Which levels of Ru18+ feel α, and which feel the nucleus?

Ru18+ (closed core [Ne]) computed with radial Dirac CI 1: CI with zero-frequency Breit term and no QED, exchange-only KLI orbitals optimised for each configuration, nuclear rms radius 4.481 fm. Excitation energies are from 3s2 3p6 3d8 3F4; q is their derivative by x = (α/α0)² − 1, the field shift factor that by the mean square nuclear radius.

```
level configuration  level term  J  level excitation (cm⁻¹)  level q alpha (cm⁻¹)  level field shift factor (GHz/fm^2)
        3s2 3p6 3d8          3F  2                    31346                8273.5                              0.06051
        3s2 3p6 3d8          3F  3                    31712                 33083                               0.2176
        3s2 3p6 3d8          3P  2                    61993                 33705                               0.2634
        3s2 3p6 3d8          3P  0                    79828                 18676                               0.2152
        3s2 3p6 3d8          3P  1                    84420                 34138                               0.3003
        3s2 3p6 3d8          1D  2                    94948                 57915                               0.4041
        3s2 3p6 3d8          1G  4                    98028                 28870                               0.3044
        3s2 3p6 3d8          1S  0                   199990                 49962                               0.5447
        3s2 3p5 3d9         3Fo  4                  1385100                 48136                                2.651
        3s2 3p5 3d9         1Do  2                  1414100                 59020                                2.650
        3s2 3p5 3d9         3Fo  3                  1449200                 84483                                2.623
        3s2 3p5 3d9         3Do  2                  1491100                 83134                                2.765
        3s2 3p5 3d9         3Po  1                  1499600                 74387                                2.662
        3s2 3p5 3d9         3Po  0                  1506000                 86056                                2.798
        3s2 3p5 3d9         3Do  3                  1524100                 94082                                2.188
        3s2 3p5 3d9         3Do  1                  1545300                 76860                                2.316
        3s2 3p5 3d9         3Fo  2                  1620500                281220                              -0.2745
        3s2 3p5 3d9         3Po  2                  1655400                250060                              -0.5752
        3s2 3p5 3d9         1Fo  3                  1736100                208520                               0.5216
        3s2 3p5 3d9         1Po  1                  1756400                276600                              -0.7683
         3s 3p6 3d9          3D  3                  2452500                294660                               -219.1
     3s2 3p6 3d7 4s          5F  5                  2459500               -111840                                71.06
         3s 3p6 3d9          3D  2                  2467800                302110                               -216.4
     3s2 3p6 3d7 4s          5F  4                  2473500               -107190                                70.77
         3s 3p6 3d9          3D  1                  2488900                322960                               -213.6
     3s2 3p6 3d7 4s          5F  3                  2494100                -77705                                70.78
     3s2 3p6 3d7 4s          3F  4                  2495000                -85557                                70.83
     3s2 3p6 3d7 4s          5F  2                  2502600                -73888                                69.43
     3s2 3p6 3d7 4s          5F  1                  2507300                -67454                                64.78
```

These are Dirac CI results with Breit term. E is the level excitation above 3d8 3F4, J the total angular momentum, and a final o in a term marks odd parity. With x = (α/α0)² − 1, the column level q alpha gives q in E(x) = E + q·x, and K = 2q/E is the relative response d ln E/d ln α. The field shift factor F gives the frequency change F·δ⟨r²⟩ when the mean square nuclear radius changes.

1. What fixes the sign and size of q between configurations?

The orbital that the electron leaves and the one it enters. All listed 3s-hole levels have q near +300000 cm⁻¹, all listed 3d7 4s levels have negative q, and the 3p-hole levels spread from 48136 to 281220. The list is cut: 3s 3p6 3d9 1D2 and the higher 3d7 4s levels are not shown. Relativistic theory of penetrating orbitals accounts for this: raising α binds s and p1/2 electrons more strongly and p3/2 less, while 3d5/2 is pushed up, by its own spin-orbit shift and by the tighter screening of the contracted s and p shells. Lifting an electron from 3s or 3p into 3d then costs more, and lifting it from 3d into 4s costs less. Large q is not large K: 3s 3p6 3d9 3D3 has K = 0.24, whereas 3d8 3F3, almost pure fine structure, has 2.09, the largest in the table.

2. Why does F follow s occupation?

A larger nucleus weakens the attraction only where electrons enter it. To first order, in atomic units,

F = (2π/3)·Z·Δρ(0)

where Δρ(0) is the change of the electron density at the nucleus on excitation. For Z = 44 this is 0.2165 GHz/fm² per bohr⁻³, so −219.1 for 3D3 means Δρ(0) = −1012 and 71.06 for 5F5 means +328. An unscreened nonrelativistic ns electron has Z³/(πn³), which is 1004 for 3s and 424 for 4s. The closeness for 3s is an accident: relativity raises the density, by 1.6 from the radial factor (2ZR)^(2γ−2) alone (R the nuclear radius, γ² = 1 − (Zα)²) and by more in the full Dirac 3s orbital, and screening must take about as much away. The ratio of the two magnitudes is 3.08 against 64/27 = 2.37, as fits a more strongly screened 4s.

3. Why do 3F2 and 3F3 of 3d8, 366 cm⁻¹ apart, differ fourfold in q?

Treat 3d8 as two holes, with H = Slater term energies (F₂, F₄) − ζ·Σ l·s. Since l·s is +1 for d5/2 and −3/2 for d3/2, moving a hole from d5/2 to d3/2 costs 5ζ/2. The spin-orbit constant ζ grows as α², so dζ/dx ≈ ζ up to terms of order (Zα)² = 0.103. If the Slater integrals stay fixed, the Hellmann-Feynman theorem gives

q = (5/2)·ζ·(n − n₀)

where n is the mean number of d3/2 holes in the level and n₀ that in 3F4. A fit to the 3d8 energies alone gives ζ = 14340 cm⁻¹ and n₀ = 0.09. J = 3 occurs once in d8, so 3F3 has n = 1 exactly:

q = 2.5 × 14340 × (1 − 0.09) ≈ 32600 cm⁻¹

The table has 33083; the estimate is 1.5 % low. The energy of this row entered the fit, its q did not.

The three J = 2 levels mix, and the lowest turns towards two d5/2 holes: the model gives n = 0.35 and q = 9090, 10 % above the table's 8273.5 and its worst relative error. The Landé rule for a pure 3F2 would give 3.5ζ ≈ 50000. Rounding n to the nearest whole number fails too (rms error 8800 cm⁻¹ with a fitted scale, against 1400 for fractional n with none), mainly because of 3P0 and 1S0, which have n = 0.59 and 1.41. The output calls this line pure jj, but rounding puts both levels at 1, where jj coupling has 0 and 2; true jj coupling was not tested. These n are model values. The model misses the 1G4 energy by 4000 cm⁻¹.

The two m = 0 levels in the Breit-Rabi diagram of the hydrogen ground state are a simpler picture of levels that mix: ζ plays the field and q the slope, which changes as recoupling proceeds while the zero-field label stays. The picture holds within one configuration only, and α, unlike a field, also alters the orbitals.

4. Why does 3p5 3d9 fall into eight and four levels?

A p1/2 hole with a d5/2 or d3/2 hole gives J = 3, 2, 2, 1, the J values of the top four rows. The same two-hole model, fitted to the twelve energies, gives ζ(3p) = 127600 cm⁻¹ and a p1/2-hole weight w of at most 0.18 for the lower eight and at least 0.75 for the upper four. Fitting q to these weights gives

q ≈ 48400 + 205200·w + 36900·n (cm⁻¹, rms error 1900)

The slope in w is 1.07 times 3ζ(3p)/2, within the (Zα)² margin; that in n is 1.12 times 5ζ(3d)/2, slightly beyond it. So 3Fo2 does not belong with 3Fo3 and 3Fo4, whatever the labels say.

F follows w as well: F ≈ 2.74 − 3.33·w. The positive constant is argued as loss of screening: without one 3p electron the s electrons draw in. The negative slope is put down to the density that a p1/2 electron has at the nucleus through its small component; it is one 66th of the 3s effect. This fit is coarse: it misses 1Po1 by 0.43 GHz/fm² and cannot separate 3Fo4 (2.651) from 3Po0 (2.798), both with w = 0.

5. Why are 5F1 and 3s 3p6 3d9 3D1 out of line?

Their F values lean towards each other, and they share parity and J. If two levels mix with weight c², each takes that share of the difference in F. With 5F5 and 3D3 taken as pure,

c² = (71.06 − 64.78)/(71.06 + 219.1) = 2.2 %

and 3D1 gives 1.9 %. The q column allows a separate check. In 3s 3p6 3d9, 3D3 and 3D1 are pure d5/2 and d3/2 holes, so their q should differ by about their energy gap, 36400 cm⁻¹. They differ by 28300, a shortfall of 8100 (9300 with the scale found in 3d8). Mixing at those weights removes 7400 to 8400. Two columns thus agree on about 2 %, which supports mixing without proving a two-level case: the J = 2 weights, 0.93 and 0.56 %, do not balance, and the Coulomb interaction conserves L and S, so by that interaction 5F1 can couple only through a 3D admixture from spin-orbit coupling.

6. What would a neighbouring ion or another setting change?

Along the 26-electron sequence ζ grows roughly as Zeff⁴ and the Slater integrals as Zeff, so heavier ions are closer to jj coupling and n of the lowest J = 2 level falls towards zero. Extrapolated linearly, 3F2 and 3F3 cross at x = −0.015, so in this calculation ruthenium lies just past the crossing and a lighter ion should have 3F3 lower.

Within the model the gap G = E(3F3) − E(3F2) is homogeneous of degree one in ζ and the Slater integrals, so its slope against the logarithm of the latter is G − Δq = 366 − 24800 ≈ −24400 cm⁻¹. Scaling the integrals down by 10 %, as a crude stand-in for correlation, would widen G to roughly 2800. Another isotope would barely alter F, since Δρ(0) depends weakly on the radius.

7. Which digits can be trusted?

Signs, groups and rough sizes of the large q and F rest on orbital character. The five printed figures of E describe the calculation, which has exchange-only orbitals, a truncated configuration list, neglected overlaps between orbital sets and no QED. A 1.5 % change of the Slater integrals closes the 3F2–3F3 gap, and the fitted model itself inverts the pair, so K = 136 for that interval has no safe digit. The 7000 cm⁻¹ between 3D3 and 5F5 is 0.29 % of their energy and joins two differently optimised configurations; the missing self-energy of 3s is, by hydrogenic scaling, of the order of thousands of cm⁻¹. The mixing weight varies as the inverse square of a gap of 18400 cm⁻¹ of the same kind, so an error of a few thousand cm⁻¹ changes it by tens of per cent, which reaches the second figure of F for 5F1 and moves q of both J = 1 levels by thousands of cm⁻¹. The 3d8 levels share one orbital set, yet their F is regular: it rises with n (0.06051, 0.2176 and 0.4041 for 3F2, 3F3 and 1D2) and, at n = 1, with the Slater part of the energy (0.3003 for 3P1). The likely cause is indirect: a larger nucleus lets the s shells swell and screen less, so 3d contracts and ζ and the Slater integrals grow. The largest value, 0.5447, is only a quarter of a percent of a 3s hole, so a small admixture of other configurations would change these digits. Row-by-row residuals stand in the printed output below.

Output of the analysis:

```
E,q in 1e3 cm-1, F GHz/fm2; rounding floor E 0.0005-0.05, q <=0.005; (Z alpha)^2=0.103
3d8 fit: F_2=5.329 F_4=0.3564 zeta_d=14.34; rms E 1.45, worst 3.99; ground n(d3/2 holes)=0.09
level E dE(model-table) n(d3/2) q q_pred(0 par) res res(3 par) K=2q/E F
3P0 79.83 +0.67 0.59 18.68 17.89 -0.78 +0.12 0.47 0.215
1S0 199.99 +0.94 1.41 49.96 47.25 -2.71 -0.60 0.50 0.545
3P1 84.42 +0.22 1.00 34.14 32.57 -1.57 -0.42 0.81 0.300
3F2 31.35 +0.70 0.35 8.27 9.09 +0.81 +1.17 0.53 0.061
3P2 61.99 +0.57 0.99 33.70 32.26 -1.44 -0.50 1.09 0.263
1D2 94.95 +0.66 1.66 57.91 56.36 -1.55 -0.07 1.22 0.404
3F3 31.71 -0.27 1.00 33.08 32.57 -0.51 +0.15 2.09 0.218
1G4 98.03 -3.99 0.91 28.87 29.28 +0.41 +1.52 0.59 0.304
 1-scale intermediate: scale/zeta=1.033 rms q 0.81
 1-scale pure LS: scale/zeta=0.889 rms q 24.81
 1-scale pure jj: scale/zeta=0.876 rms q 8.81
 1-scale q~E: scale/zeta=0.335 rms q 14.85
 rms q 0 par 1.41; 3 par 0.75 (dF_2 0.042 dF_4 0.0021, dzeta/zeta 1.021)
3p5 3d9 fit: F_2=6.97 G_1=18.85 G_3=0.696 zeta_p=127.6 zeta_d=13.19; rms E 1.80
level dE w(p1/2) n(d3/2) q res_q F res_F K
3Fo4 -0.1 0.00 0.00 48.1 +0.3 2.651 +0.091 0.070
1Do2 -0.6 0.01 0.23 59.0 +0.8 2.650 +0.044 0.083
3Fo3 -1.2 0.07 0.64 84.5 +1.7 2.623 -0.114 0.117
3Do2 -0.6 0.03 0.77 83.1 -0.5 2.765 -0.122 0.112
3Po1 +1.0 0.00 0.70 74.4 +1.0 2.662 +0.062 0.099
3Po0 -0.6 -0.00 1.00 86.1 -0.8 2.798 -0.059 0.114
3Do3 +0.5 0.18 0.16 94.1 -2.1 2.188 -0.055 0.123
3Do1 +2.7 0.07 0.36 76.9 -0.4 2.316 +0.187 0.099
3Fo2 -0.8 0.97 0.99 281.2 +3.7 -0.275 -0.236 0.347
3Po2 +2.0 0.98 0.01 250.1 +0.2 -0.575 +0.046 0.302
1Fo3 -4.3 0.75 0.20 208.5 +0.6 0.522 -0.272 0.240
1Po1 +2.0 0.92 0.93 276.6 -4.3 -0.768 +0.428 0.315
 q=48.4+205.2 w+36.9 n, rms 1.89 (all 6 slopes: 1.47); ratio to 1.5zeta_p 1.072, 2.5zeta_d 1.118
 F=2.742-3.333 w-0.004 n, rms 0.182
contact density bohr^-3: 3s hole -1012, 4s 328; bare Z^3/pi n^3 1004, 424; |F| ratio 3.08 vs 64/27=2.37
rough Dirac factor (2ZR)^(2gamma-2)=1.6; F(3s)/F(p1/2 vs p3/2)=66
foreign weight % from F: 3D2 0.93 3D1 1.90 5F4s 0.10 5F3s 0.10 3F4s 0.08 5F2s 0.56 5F1s 2.16
3D1-3D3: dE 36.4 (zeta 14.56), dq 28.3; shortfall 8.1 (scale 1), 9.3 (3d8 scale)
 mixing gives w*(q3D1-q5F1)=7.4 to 8.4; gap 18.4, two-level V~2.7
3F2->3F3: dE 0.366 (1.17% of E) dq 24.8 K 136 dF 0.16 cross at x=-0.0148
3D3->5F5s: dE 7.000 (0.29% of E) dq -406.5 K -116 dF 290.16 cross at x=0.0172
K: 3D3 0.240, 5F5 -0.091
```
